\section*{Quantum critical scaling of the resistivity about the Widom line}

\subsection*{Model and conventions}

We work with the half-filled Hubbard model on the Bethe lattice of infinite coordination, in the paramagnetic phase, solved by single-site DMFT. The half-bandwidth is $D=2t$, the chemical potential is $\mu=U/2$, and $\hbar=k_B=1$. Energies are quoted in units of $D$, with $\tau=T/D$. The first-order Mott line ends at a critical point $(U_c,T_c)$, and everything below concerns $T>T_c$, where metal and insulator are joined by a crossover. Vertex corrections to the conductivity vanish in DMFT, so
\begin{equation}
\frac{1}{\rho}=\sigma_0\int d\epsilon\,\Phi(\epsilon)\int d\omega\,\bigl(-f'(\omega)\bigr)A(\epsilon,\omega)^2,
\qquad \Phi(\epsilon)\propto (D^2-\epsilon^2)^{3/2},
\label{kubo}
\end{equation}
where $A(\epsilon,\omega)$ is the spectral function and $f$ the Fermi function. Only ratios of resistivities appear below, and $\sigma_0$ drops out of them.

\subsection*{The reference line $U^*(T)$}

The DMFT equation is the stationarity condition of the functional of Kotliar, Lange and Rozenberg (2000),
\begin{equation}
\mathcal F[\Delta]=\mathcal F_{\rm imp}[\Delta]-\frac{T}{t^2}\sum_n\Delta(i\omega_n)^2 ,
\end{equation}
with the sum over all Matsubara frequencies. The impurity free energy obeys $\partial\mathcal F_{\rm imp}/\partial\Delta(i\omega_n)=2T\,G_{\rm imp}(i\omega_n)$, the 2 counting spin, so stationarity gives $\Delta=t^2G_{\rm imp}$. Particle-hole symmetry makes both functions imaginary and odd in $\omega_n$. Write $\Delta(i\omega_n)=-it^2\gamma_n$ and $G_{\rm imp}(i\omega_n)=-i\gamma_n^{\rm imp}$, and take the real $\gamma_n$ with $\omega_n>0$ as coordinates. The frequencies $\pm\omega_n$ contribute equally, and
\begin{equation}
\frac{\partial\mathcal F}{\partial\gamma_n}=4Tt^2\bigl(\gamma_n-\gamma_n^{\rm imp}[\gamma]\bigr),
\qquad
\frac{1}{4Tt^2}\frac{\partial^2\mathcal F}{\partial\gamma_n\partial\gamma_m}=\delta_{nm}-J_{nm},
\label{grad}
\end{equation}
with $J_{nm}=\partial\gamma^{\rm imp}_n/\partial\gamma_m$, which is symmetric because it comes from a Hessian. Let $\lambda(U,T)$ be the smallest eigenvalue of $1-J$ at the solution. It is the curvature of the free energy along its softest direction. It can be read off a damped DMFT loop: $\gamma\to\gamma+\eta(\gamma^{\rm imp}-\gamma)$ multiplies a small deviation from the solution by $1-\eta(1-J)$, and for small enough $\eta>0$ the slowest mode shrinks by $1-\eta\lambda$ per step.

The curvature vanishes at the critical end point and is positive above it. The Widom line (also called the instability trajectory or quantum Widom line) is the position of its minimum at fixed temperature,
\begin{equation}
\partial_U\lambda(U,T)\big|_{U=U^*(T)}=0,\qquad \delta U=U-U^*(T),\qquad \rho_c(T)=\rho(U^*(T),T).
\end{equation}
We set $\delta u=\delta U/D$. Differentiating the self-consistency $\gamma=\gamma^{\rm imp}[\gamma;U]$ at fixed $T$ gives
\begin{equation}
\partial_U\gamma=(1-J)^{-1}\,\partial_U\gamma^{\rm imp}\big|_\gamma .
\label{ift}
\end{equation}
The impurity problem with a given bath has no phase transition at $T>0$, and $1-J$ is invertible when $\lambda>0$. The implicit function theorem then makes the solution smooth in $U$ above $T_c$.

\subsection*{Premises}

\begin{enumerate}
\item[P1.] \emph{Scaling.} In a window of $T$ and $\delta U$ the ratio $r=\rho/\rho_c$ is homogeneous, $r(\delta u,\tau)=r(s^{1/z\nu}\delta u,\,s\tau)$ for $s>0$. This is what a single energy scale vanishing as $|\delta U|^{z\nu}$ would produce. Single-site DMFT has no diverging length, so only the product $z\nu$ has a meaning here.
\item[P2.] \emph{Mirror symmetry.} $r(-\delta u,\tau)=1/r(\delta u,\tau)$.
\item[P3.] \emph{Regularity.} At fixed $T>T_c$, $\rho$ is positive, has a Taylor expansion in $U$ about $U^*$, and $\partial_U\rho>0$. Equation (\ref{ift}) supports the expansion; we assume that it carries over to the real-frequency integral (\ref{kubo}).
\end{enumerate}
P1 and P2 are not derived from the DMFT equations. They summarise the numerical finding of Terletska, Vu\v{c}i\v{c}evi\'c, Tanaskovi\'c and Dobrosavljevi\'c (2011). What follows are their consequences.

\subsection*{Step 1: scaling function}

Choose $s=1/\tau$ in P1 and abbreviate $p=1/z\nu$:
\begin{equation}
\rho(U,T)=\rho_c(T)\,F(x),\qquad x=\frac{\delta u}{\tau^{\,p}},\qquad F(x)=r(x,1).
\label{scal}
\end{equation}
The definition of $\rho_c$ forces $F(0)=1$, and P2 reads $F(x)=1/F(-x)$.

\subsection*{Step 2: oddness and the linear term}

Since $F>0$, define $\ell=\ln(\rho/\rho_c)=L(x)$ with $L=\ln F$. The logarithm of $F(x)F(-x)=1$ is
\begin{equation}
L(-x)=-L(x).
\end{equation}
At fixed $T$, $x$ is proportional to $\delta U$, so P3 gives $L(x)=\sum_k c_kx^k$. Oddness requires $c_k[1+(-1)^k]=0$, which removes all even terms:
\begin{equation}
\ln\frac{\rho}{\rho_c}=a\,x+b\,x^3+O(x^5),\qquad a=F'(0)>0 .
\label{series}
\end{equation}
The sign of $a$ follows from $\partial_U\rho>0$. The linear term needs only P1 and P3. What P2 adds is the absence of $x^2$, so that the linear law is corrected at relative order $x^2$ instead of $x$. It is convenient to absorb $a$:
\begin{equation}
y=ax,\qquad \ell=y+\kappa y^3+O(y^5),\qquad \kappa=b/a^3 .
\end{equation}

Two statements at fixed $T$ follow by differentiating (\ref{series}) with $\partial_Ux=1/(D\tau^p)$:
\begin{equation}
\partial_U\ln\rho\big|_{U^*}=\frac{a}{D\,\tau^{p}},\qquad
\partial_U^2\ln\rho\big|_{U^*}=0 .
\label{infl}
\end{equation}
The first is the whole content of the linear regime. The second says that for $b\neq0$ the line $U^*(T)$, defined from the free energy, must also be a line of inflection points of $\ln\rho(U)$. This is an independent test of P2. The slope is a local maximum there if $\kappa<0$.

If one uses a displaced line $U^*+\varepsilon D$ and sets $e=\varepsilon/\tau^p$, with $x$ now measured from the displaced line, the measured function is
\begin{equation}
L(x+e)-L(e)=(a+3be^2)\,x+3be\,x^2+b\,x^3
\end{equation}
within the cubic truncation. For $b=0$ every reference line gives the same odd, linear law. Data confined to the linear regime therefore cannot single out the Widom line; only the even term $3be\,x^2$ and the drift of the slope can.

\subsection*{Step 3: collapse on two branches}

Define for each $\delta U\ne0$
\begin{equation}
T_0(\delta U)=D\,\bigl(a\,|\delta u|\bigr)^{z\nu}.
\label{T0}
\end{equation}
Then $(T_0/T)^p=a|\delta u|/\tau^p=|y|$, because $p\,z\nu=1$. Inserting $x=\pm a^{-1}(T_0/T)^p$ in (\ref{scal}),
\begin{equation}
\frac{\rho}{\rho_c}=F_\pm\!\left(\frac{T}{T_0}\right),\qquad
F_\pm(\theta)=F\!\left(\pm a^{-1}\theta^{-p}\right),\qquad F_+F_-=1,
\end{equation}
with the upper sign for $\delta U>0$. All curves on the insulating side fall on $F_+>1$, all curves on the metallic side on $F_-<1$. The two branches remain distinct. They share one $T_0(|\delta U|)$, they are mirror images about $\rho=\rho_c$ on a logarithmic axis, and they meet only as $T/T_0\to\infty$, where
\begin{equation}
\ln F_\pm=\pm\left[(T_0/T)^{p}+\kappa\,(T_0/T)^{3p}+\dots\right].
\end{equation}
The collapse is exact under P1, whatever the higher terms. It fixes $T_0$ only up to a common factor, and (\ref{T0}) chooses the factor so that $|y|=1$ at $T=T_0$. In practice one fits $T_0$ curve by curve and reads $z\nu$ from the slope of $\ln T_0$ against $\ln|\delta U|$.

\subsection*{Step 4: the $\beta$ function}

Follow a trajectory parallel to the Widom line, that is, at fixed $\delta U$. Then $\partial x/\partial\ln T=-px$ and
\begin{equation}
\beta\equiv\frac{\partial\ell}{\partial\ln T}\bigg|_{\delta U}=-p\,x\,L'(x).
\label{beta}
\end{equation}
By P3 $L$ is increasing, so $x=L^{-1}(\ell)$ exists and $\beta$ is a function of $\ell$ alone. It is odd, since $L^{-1}$ is odd and $L'$ is even. To expand it, note $xL'(x)=y+3\kappa y^3+O(y^5)$ and invert the series, $y=\ell-\kappa\ell^3+O(\ell^5)$:
\begin{equation}
\boxed{\;\frac{\partial\ln(\rho/\rho_c)}{\partial\ln T}\bigg|_{\delta U}
=-\frac{1}{z\nu}\Bigl[\ell+2\kappa\,\ell^3+O(\ell^5)\Bigr],\qquad \ell=\ln\frac{\rho}{\rho_c}\;}
\label{main}
\end{equation}
Near the line $\beta=-\ell/z\nu$, with a slope that is independent of $a$ and gives the exponent directly. The point $\ell=0$ is a fixed point that is unstable on cooling, $\partial\ell/\partial\ln(1/T)=+p\ell$: relative to $\rho_c$, the insulating side grows more resistive and the metallic side less.

The proportional law is the leading term and does not follow exactly from P1--P3. It is exact only if $xL'=L$, whose solutions are $L=ax$. A counterexample that satisfies all premises is $F(x)=x+\sqrt{1+x^2}$. It has $F(x)F(-x)=1$, $L=\operatorname{arsinh}x$, $a=1$, $\kappa=-1/6$, and (\ref{beta}) gives $\beta=-p\,x/\sqrt{1+x^2}=-p\tanh\ell=-p(\ell-\ell^3/3+\dots)$, in line with (\ref{main}). A useful diagnostic is the apparent exponent
\begin{equation}
(z\nu)_{\rm app}\equiv-\frac{\ell}{\beta}=z\nu\,\frac{1+\kappa y^2}{1+3\kappa y^2},
\label{app}
\end{equation}
written here in the cubic truncation.

\subsection*{Step 5: derivatives at fixed $U$}

A temperature sweep at fixed $U$ changes $\delta U$, because $U^*$ moves. With $\partial\,\delta u/\partial\ln T=-D^{-1}dU^*/d\ln T$,
\begin{equation}
\frac{\partial\ell}{\partial\ln T}\bigg|_{U}=\beta(\ell)-\frac{L'(x)}{D\,\tau^{p}}\frac{dU^*}{d\ln T}.
\label{fixU}
\end{equation}
In the linear regime the ratio of the second term to the first is $z\nu\,(dU^*/d\ln T)/\delta U$, which diverges on the line. Equation (\ref{main}) must never be applied to fixed-$U$ curves. The slope of $\ln\rho$ itself contains in addition $d\ln\rho_c/d\ln T$, about which the premises say nothing, so the sign of $d\rho/dT$ does not identify the branch.

\subsection*{Range of validity}

\begin{itemize}
\item \emph{Not close to $T_c$.} There $\lambda\to0$ and (\ref{ift}) makes $\partial_U\gamma$, and generically $\partial_U\ln\rho$, diverge as $1/\lambda$, while (\ref{infl}) stays finite at any $T>0$. The classical end point overrides P1. Below $T_c$ the line is replaced by a jump and P3 fails.
\item \emph{Not at high $T$.} P1 needs $T$ small compared with $D$ and $U$. The window typically reported for this model is about $2T_c\lesssim T\lesssim4T_c$. A factor 2 in $T$ is a narrow range, so $z\nu$ is an effective exponent, and the collapse does not prove that a critical point at $T=0$ exists.
\item \emph{Not at large $|x|$.} P2 demands that $\rho(\delta U,T)\,\rho(-\delta U,T)=\rho_c(T)^2$ be independent of $\delta U$. At low $T$ the metal is a Fermi liquid with $\rho\propto T^2$, and the insulator is activated, $\rho\propto e^{E/T}$ up to powers of $T$, with $E$ growing with $U$. Their product depends exponentially on $\delta U$, so the mirror symmetry must break down.
\item \emph{Proportional law.} Inside the window, $\beta=-\ell/z\nu$ holds to relative accuracy $2|\kappa|\ell^2$, at fixed $\delta U$ only.
\end{itemize}

\subsection*{Numerical illustration}

Inputs: $z\nu=0.6$, so $p=5/3\approx1.67$, and the approximate QMC value $T_c\approx0.027D$, which puts the window at $0.054D$ to $0.108D$. Across it $|y|$ changes by $2^{5/3}=3.2$. The amplitude is not universal; we assume $a=0.10$, an illustrative choice. From (\ref{T0}), $T_0=0.063D$ for $|\delta U|=0.1D$ and $T_0=0.096D$ for $|\delta U|=0.2D$, with ratio $2^{0.6}=1.52$. The linear law $\ell=y$ gives

\begin{center}
\begin{tabular}{ccccc}
$|\delta U|/D$ & $T/D$ & $|y|$ & $\rho/\rho_c$ ($\delta U>0$) & $\rho/\rho_c$ ($\delta U<0$)\\ \hline
0.1 & 0.06 & 1.09 & 3.0 & 0.34\\
0.1 & 0.08 & 0.67 & 2.0 & 0.51\\
0.1 & 0.10 & 0.46 & 1.6 & 0.63\\
0.2 & 0.06 & 2.17 & 8.8 & 0.11\\
0.2 & 0.08 & 1.35 & 3.8 & 0.26\\
0.2 & 0.10 & 0.93 & 2.5 & 0.40
\end{tabular}
\end{center}

\emph{Collapse.} The first row has $T/T_0=0.95$. The curves with $|\delta U|=0.2D$ reach the same $T/T_0$, and hence the same $\rho/\rho_c$, at $T=0.091D$.

\emph{$\beta$ function.} At $\delta U=\pm0.1D$ and $T=0.08D$, $\beta=-\tfrac53\,y=\mp1.12$.

\emph{Cubic term.} Assume $\kappa=-0.03$, again illustrative, with the sign of a slope that peaks on the line. At $|y|=0.67$ equation (\ref{app}) gives $(z\nu)_{\rm app}=0.62$. At $|y|=2.17$ it gives $0.90$, and $\rho/\rho_c$ on the insulating side drops from 8.8 to 6.5. The correction there is comparable to the effect, and the unknown fifth-order term may matter as well. Ten per cent accuracy of the proportional law requires $2|\kappa|\ell^2<0.1$, or $|\ell|<1.3$.

\emph{Fixed $U$.} Just above $T_c$ the line typically leans towards smaller $U$ on heating. Assume $dU^*/dT=-2$ at $T=0.08D$, so $dU^*/d\ln T=-0.16D$. With $a/\tau^p=6.7$, the extra term in (\ref{fixU}) is $+1.08$ in the linear regime. The fixed-$U$ slope of $\ell$ is then $-0.04$ at $\delta U=+0.1D$ and $+2.20$ at $\delta U=-0.1D$, in place of the symmetric pair $\mp1.12$. These are the model's numbers for the assumed $a$, $\kappa$ and $dU^*/dT$. They show that the drift of $U^*$ can be as large as $\beta$ itself and hides the mirror symmetry unless the data are first re-sampled at fixed $\delta U$.